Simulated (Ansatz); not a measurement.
## A series in volume scale on W

Results calculated with Ansatz 0.2.0, not measured. Free energy against uniform scaling of the volume at fixed shape and fractions; periodic cell, basis, potentials, k mesh and filling as listed.

The cell before it is scaled or strained (space group Pbcm, No. 57):
```
cell vectors (Å)
   2.8097     0.0000     0.0000
   0.0000     4.8639     0.0000
   0.0000     0.0000     4.9237
atoms (fractions of the cell vectors)
W   0.79317  0.56316  0.25000
W   0.20683  0.06316  0.25000
W   0.20683  0.43684  0.75000
W   0.79317  0.93684  0.75000
```

Settings of every row: functional r2SCAN; dispersion none; potentials PAW; wave cutoff 600 eV; density cutoff 2400 eV; k mesh 8x5x5; k shift 0x0x0; occupations cold; smearing width 0.1 eV; spin none.

Limits: coarse k mesh, up to 40 meV an atom off; no spin-orbit coupling, which can matter with elements this heavy; the cell comes from a prototype or a list of computed structures and needn't be the stable phase.

| row | volume scale | V (Å³/atom) | energy above lowest point (meV/atom) | pressure (GPa) |
| --- | --- | --- | --- | --- |
| 1 | 0.9 | 15.14 | 101 | 27.46 |
| 2 | 0.925 | 15.56 | 42.9 | 17.06 |
| 3 | 0.95 | 15.981 | 10.3 | 7.98 |
| 4 | 0.975 | 16.401 | 0 | 0.03 |
| 5 | 1 | 16.822 | 9.3 | -6.94 |
| 6 | 1.025 | 17.242 | 35.7 | -13.08 |
| 7 | 1.05 | 17.663 | 77.3 | -18.49 |
| 8 | 1.075 | 18.084 | ? | ? |
| 9 | 1.1 | 18.504 | 198.9 | -27.44 |

Question: what energy above lowest point and pressure should row 8 give?

Worked fit of energy above lowest point. Take u = (V_r/V)^(2/3) − 1 with V_r = 16.611 Å³ an atom, which is twice the finite (Eulerian) strain; such expansions in the strain, on which the Birch-Murnaghan equation of state is built, carry the rest volume and the bulk modulus. The shown rows have u = 0.06377, 0.04454, 0.02611, 0.00852, -0.00838, -0.02455, -0.04011, -0.06942. Least squares give energy above lowest point = 2.32 − 550.4 × u + 32872 × u² meV/atom; a straight line predicts inner rows, each left out in turn, worse (root mean square 45 against 0.086 meV/atom). The rows lie off it by 0.1, -0.1, -0.1, 0.0, 0.1, 0.1, 0.0, 0.0. Its lowest point lies at u = 0.0084, or V = 16.4 Å³ an atom, and the curvature there gives the bulk modulus at fixed shape and fractions, B = (4/9)(1 + u)² E″(u)/V = 290 GPa. Letting shape and atoms relax would as a rule lower it, by much in layered, chain or molecular crystals. The withheld row has u = -0.05507, so the fit gives 2.32 − 550.4 × (-0.05507) + 32872 × (-0.05507)² = 132.3 meV/atom.

The calculation gave 132.2 meV/atom. The fit lies 0.1 meV/atom (0.05 % of the column's range) above it, one unit of the last digit.

Worked fit of pressure. Take u = (V_r/V)^(2/3) − 1 with V_r = 16.611 Å³ an atom, which is twice the finite (Eulerian) strain; such expansions in the strain, on which the Birch-Murnaghan equation of state is built, carry the rest volume and the bulk modulus. The shown rows have u = 0.06377, 0.04454, 0.02611, 0.00852, -0.00838, -0.02455, -0.04011, -0.06942. Least squares give pressure = −3.566 + 413.17 × u + 1076.4 × u² + 1142 × u³ GPa; a parabola predicts inner rows, each left out in turn, worse (root mean square 0.086 against 0.014 GPa). The rows lie off it by 0.00, -0.01, 0.00, 0.00, 0.01, 0.00, -0.01, 0.00. The pressure vanishes at u = 0.0084, or V = 16.4 Å³ an atom, and there the bulk modulus at fixed shape and fractions is B = −V dP/dV = (2/3)(1 + u) dP/du = 290 GPa. Letting shape and atoms relax would as a rule lower it, by much in layered, chain or molecular crystals. The withheld row has u = -0.05507, so the fit gives −3.566 + 413.17 × (-0.05507) + 1076.4 × (-0.05507)² + 1142 × (-0.05507)³ = -23.25 GPa.

The calculation gave -23.25 GPa. The fit meets it to the printed digit.
